**Q.** I have the spin-orbit constants for barium stripped from Ba38+ to Ba44+, on non-relativistic Hartree-Fock orbitals. What does ζ measure, and why is 2p so much larger than 3p?

Spin-orbit constants ζ (operator ζ l·s) of Ba ions in their ground configurations, from PySCF 2.14.0 with the X2C one-electron operator: bare nucleus, screened-nucleus factors, or mean-field two-electron term. The orbitals are non-relativistic unrestricted Hartree-Fock at highest spin, with a point nucleus and even-tempered basis sets up to f, rescaled along the series.

```
species  electrons  configuration  functions by l  ζ 2p, bare (1000/cm)  ζ 2p, screened (1000/cm)  ζ 2p, mean field (1000/cm)  ζ 3p, bare (1000/cm)  ζ 3p, screened (1000/cm)  ζ 3p, mean field (1000/cm)
  Ba38+         18           [Ar]   16s 10p 5d 4f               1717.22                   1655.89                     1626.06               396.038                   381.894                     375.005
  Ba39+         17   [Ne] 3s2 3p5   16s 10p 5d 4f               1721.27                   1659.80                     1630.35               403.018                   388.625                     381.728
  Ba40+         16   [Ne] 3s2 3p4   16s 10p 5d 4f               1726.33                   1664.68                     1635.62               409.098                   394.487                     387.600
  Ba41+         15   [Ne] 3s2 3p3   16s 10p 4d 4f               1731.55                   1669.70                     1641.05               415.081                   400.257                     393.384
  Ba42+         14   [Ne] 3s2 3p2   16s 10p 4d 4f               1736.68                   1674.66                     1646.42               421.025                   405.989                     399.135
  Ba43+         13   [Ne] 3s2 3p1   16s 10p 4d 4f               1741.93                   1679.72                     1651.92               427.022                   411.771                     404.940
  Ba44+         12       [Ne] 3s2   16s 10p 4d 4f               1739.02                   1676.91                     1649.59                   n/a                       n/a                         n/a
```

**A.** Each electron of a subshell feels the operator ζ l·s, so a single p electron or hole splits into two levels 1.5ζ apart. The table gives ζ in units of 1000 cm⁻¹, and I keep that unit. With the bare nucleus, and in the limit of small Zα, the operator in atomic units gives ζ = (α²/2) Z⟨r⁻³⟩, where α is the fine-structure constant. A hydrogenic orbital in a charge Zeff has ⟨r⁻³⟩ = Zeff³/[n³ l(l+½)(l+1)], which for p is Zeff³/(3n³). The model is therefore ζ = α² Z Zeff³/(6n³).

The factor n⁻³ alone makes 2p larger than 3p by 27/8 = 3.375. The bare columns give 4.34 at Ba38+, falling at each step to 4.08 at Ba43+. The excess is screening: 3p lies outside the K and L shells and sees a smaller Zeff than 2p, and the charge enters cubed. As 3p electrons leave, the two charges draw closer and the ratio moves towards the hydrogenic value.

**Q.** Can that be checked without fitting Zeff to ζ itself?

**A.** Yes, because the same calculation gives the root-mean-square radius of each subshell. For hydrogenic p orbitals ⟨r²⟩ = n²(5n² − 5)/(2Zeff²), which is 30/Zeff² for 2p and 180/Zeff² for 3p. Setting Zeff = Z = 56 gives an unscreened 3p constant of 709.5. For 3p of Ba38+ the steps are these:

- radius 0.28765 bohr, so Zeff = √180/0.28765 = 46.64
- ζ = 709.5 × (46.64/56)³ = 409.9
- bare value in the table: 396.0

Nothing was fitted, and the estimate is 3.5 % above the table value. The overshoot grows at each step to 5.6 % at Ba43+, and for 2p it lies between 5.2 and 5.6 % over the same six rows. Three things feed this gap: the X2C operator is weaker than r⁻³ close to the nucleus, the orbitals are not hydrogenic, and the basis is finite. The numbers don't separate them, so a Zeff obtained by inverting ζ has no physical meaning in its absolute value. The row-by-row errors and fits are in the output printed after this exchange.

**Q.** From Ba38+ to Ba43+ both constants rise, but by very different fractions. Why?

**A.** A 3p electron screens another 3p electron much more than it screens a 2p electron. Two 3p electrons share the same region, whereas most of the 3p charge lies outside the 2p orbital. The radii show this independently of ζ: a straight line through the six rows gives 0.30 of a nuclear charge per 3p electron for 3p and 0.06 for 2p. The bare constants follow in about the same proportion, rising by 7.8 % and 1.4 %.

The model overstates both rises. The 3p radius shrinks by 3.14 %, and an inverse cube would turn that into a rise of about 10 %. Power laws fitted to Ba38+ through Ba43+ give exponents near 2.4 for both subshells instead of 3. Theory gives a reason: r⁻³ weights the innermost part of the orbital, for hydrogenic 2p around 0.04 bohr, whereas the radius measures the outer part. Removing outer charge pulls the outer part in more than it raises the inner amplitude.

**Q.** Does ζ scale as Z⁴ or as Z², and which one does the table support?

**A.** Neither power of Z is tested, because Z is the same in all rows. Theory says that at a fixed electron count near 18 and Z near 56, ζ goes as Z·Zeff³, close to Z⁴ and somewhat steeper, since the screening stays nearly constant while Z grows. The Z² law belongs to the Landé form for a penetrating outer electron, ζ = α²(q+1)²Zi²/(6n*³). Here q is the ion charge, Zi the charge felt near the nucleus and n* the effective quantum number.

The table does test the factor (q+1)². With n* held fixed it predicts a 3p rise of 27 % from Ba38+ to Ba43+, more than three times the computed one. Taking n* = (q+1)/√(2|ε|) from the 3p orbital energies ε of Ba39+ and Ba43+, n* grows from 2.75 to 2.85 and cancels most of the excess. The form then gives 7.9 % between these two rows, still about a third above the computed rise.

**Q.** What do the screened and mean-field columns add to the bare one?

**A.** The screened column is the bare one times 54/56 in every row, to within rounding. That fixed factor removes the two 1s electrons from the nuclear charge, so the column carries no independent information. The mean-field column adds the two-electron spin-orbit term averaged over the occupied orbitals. Expressed as Z(1 − mean field/bare), it removes 2.97 charges from 2p at Ba38+ and 2.88 at Ba44+, falling at each step. The fixed factor therefore leaves ζ 1.7 to 1.8 % above the mean-field value.

The charge removed is far below the electron count, and each 3p electron accounts for only about 0.015 of it, because the operator weights the region near the nucleus, where the outer electrons have little charge. It is also the same for 2p and 3p to within about 0.002 in all six rows. Near the nucleus both orbitals move in almost the same potential, which dwarfs their energy difference, so their inner shapes nearly coincide and equal fractional cuts are plausible. Whether so close a match also owes something to the way the term is built is untested.

**Q.** ζ 2p falls at Ba44+. Is that physics, and which digits can I trust?

**A.** The screening picture predicts a further rise. The bare value climbs by about 5 per step from Ba39+ to Ba43+ (by 4 in the first step), then drops by 2.91 while the 2p radius goes on shrinking. The mean-field fraction stays smooth, so the drop sits in the bare term. Ba44+ was left out of the fits, and it lies about 8 below them, or half a per cent of its value.

The likely cause is the basis, which is rescaled along the series. The smallest p exponent goes from 10 to 12 bohr⁻² at Ba44+, although the function count by l doesn't change. Kinetic plus total energy, zero at the Hartree-Fock limit, jumps there from 1.19 to 0.23 hartree, but the s exponents are rescaled too, so the jump doesn't single out the p functions. The cause remains unproven, also because an earlier and smaller rescaling at Ba41+ leaves no clear kink in ζ.

If the basis can move ζ 2p by half a per cent, the third figure is already uncertain, though six are printed. Against nature the margin is wider: the orbitals lack relativistic contraction, whose scale is set by (Zα)² = 0.17. Percentage trends within one basis and the ratio of mean field to bare are safer than absolute values. The 1.4 % rise of 2p spans the rescaling at Ba41+, so its size is less certain than its sign: ζ 2p also rises at every step within each of the two exponent sets.

**Q.** Can I use ζ 3p to correct the energies of the open-shell ions?

**A.** For Ba39+ and Ba43+ yes, as a first-order estimate: one 3p hole or one 3p electron gives a single LS term, so no other term of the configuration can mix in. For the three ions between them the first-order correction fails. Their clean S² and L² values are no reassurance, because the orbitals were computed without spin-orbit coupling. The mean-field splitting 1.5ζ runs from 70 to 75 eV, whereas the exchange gap of the empty 3p orbitals in Ba43+ suggests a term spacing of order 10 eV, a rough figure from one row. Spin-orbit coupling then dominates, and the high-spin determinants of Ba40+ to Ba42+ are model states. In jj coupling a p½ electron lies at −ζ and a p³⁄₂ electron at +ζ/2.

For Ba41+, with three 3p electrons, the filling gives −ζ − ζ + ζ/2 = −1.5ζ, or −73 eV, where first-order LS coupling gives zero. The two states also differ in electrostatic energy, so this is not the error itself, but it shows the first-order correction failing. Compare 1.5ζ with the term spacing before applying such a correction, and hold the exponents fixed along a series before reading a step below one per cent as physics.

Output of the analysis:

```
zeta in 1000/cm; rounding +-0.005 (2p), +-0.0005 (3p); rows Ba38+ Ba39+ Ba40+ Ba41+ Ba42+ Ba43+ Ba44+
unscreened hydrogenic Z=56: 2p 2394.6, 3p 709.5, ratio 3.375; (Z alpha)^2 = 0.167
bare / hydrogenic, Ba38+: 2p 0.717, 3p 0.558
ratio 2p/3p bare: 4.336 4.271 4.220 4.172 4.125 4.079
steps bare 2p: +4.05 +5.06 +5.22 +5.13 +5.25 -2.91 | mean field: +4.29 +5.27 +5.43 +5.37 +5.50 -2.33
steps bare 3p: +6.98 +6.08 +5.98 +5.94 +6.00 | mean field: +6.72 +5.87 +5.78 +5.75 +5.81
rise Ba38+ to Ba43+ (%): bare 2p 1.44, 3p 7.82; mean field 2p 1.59, 3p 7.98
radius change Ba38+ to Ba43+ (%): 2p -0.60, 3p -3.14
2p Zeff from radius: 50.98 51.04 51.10 51.16 51.22 51.29 51.36 | per 3p electron 0.062
2p no-fit model, error (%): +5.20 +5.34 +5.38 +5.45 +5.52 +5.61 +6.21
2p Zeff from zeta: 50.13 50.16 50.21 50.26 50.31 50.36 50.34 | fit 50.410 - 0.0484 x (3p count)
2p table minus that fit (Ba38+..43+ fitted): +0.54 -0.39 -0.32 -0.10 +0.02 +0.25 -7.69
2p zeta ~ radius^-2.40 (hydrogenic 3); table minus fit: +0.41 -0.53 -0.10 +0.09 +0.17 -0.04 -8.44
3p Zeff from radius: 46.64 46.96 47.29 47.56 47.85 48.15 | per 3p electron 0.300
3p no-fit model, error (%): +3.51 +3.82 +4.47 +4.70 +5.16 +5.64
3p Zeff from zeta: 46.11 46.38 46.61 46.84 47.06 47.28 | fit 47.525 - 0.2323 x (3p count)
3p table minus that fit (Ba38+..43+ fitted): -0.59 +0.37 +0.37 +0.21 -0.05 -0.32
3p zeta ~ radius^-2.36 (hydrogenic 3); table minus fit: -0.19 +0.35 -0.33 +0.23 +0.08 -0.14
radius rounding alone moves the 2p power-law value by +-0.20
mean radius of the 2p r^-3 weight, hydrogenic 2/Zeff: 0.039 bohr
3p exponent against (q+1): 0.62; fixed n* Lande form 2 would give rise 27.3 %
Lande, Ba39+ and Ba43+: n* 2.746 2.853 ; Zi needed 51.74 51.27
Lande rise Ba39+ to Ba43+ 7.92 %, table bare 5.96 %
screened/bare = 54/56 = 0.964286, largest deviation 5.2e-06 (rounding about 6e-06)
mean-field cut 2p: 91.16 90.92 90.71 90.50 90.26 90.01 89.43 | %: 5.31 5.28 5.25 5.23 5.20 5.17 5.14
charges removed 2p: 2.973 2.958 2.943 2.927 2.910 2.894 2.880 | steps -0.015 -0.015 -0.016 -0.016 -0.017 -0.014
charges removed 3p: 2.974 2.958 2.943 2.927 2.912 2.896 | 3p minus 2p +0.0013 +0.0003 +0.0003 +0.0004 +0.0011 +0.0022
screened above mean field (%): 2p 1.83 to 1.66, 3p 1.84 to 1.69
Ba44+ bare 2p: usual step 5.17, expected 1747.10, shortfall 8.08 (0.46 %)
smallest p exponent (bohr^-2): [9, 9, 9, 10, 10, 10, 12] | kinetic + total (hartree): 1.29 1.42 1.45 1.03 1.17 1.19 0.23
mean-field zeta 3p (eV): 46.49 47.33 48.06 48.77 49.49 50.21 | 1.5 zeta: 69.7 71.0 72.1 73.2 74.2 75.3
1.5 zeta 2p, mean field (eV): 302 to 307
Ba43+ empty 3p alpha-beta gap 5.3 eV; doubled, rough 3P-1D spacing 11 eV
Ba40+ spin-orbit energy (eV): LS first order -24.0, jj filling -48.1
Ba41+ spin-orbit energy (eV): LS first order 0.0, jj filling -73.2
Ba42+ spin-orbit energy (eV): LS first order -49.5, jj filling -99.0
```
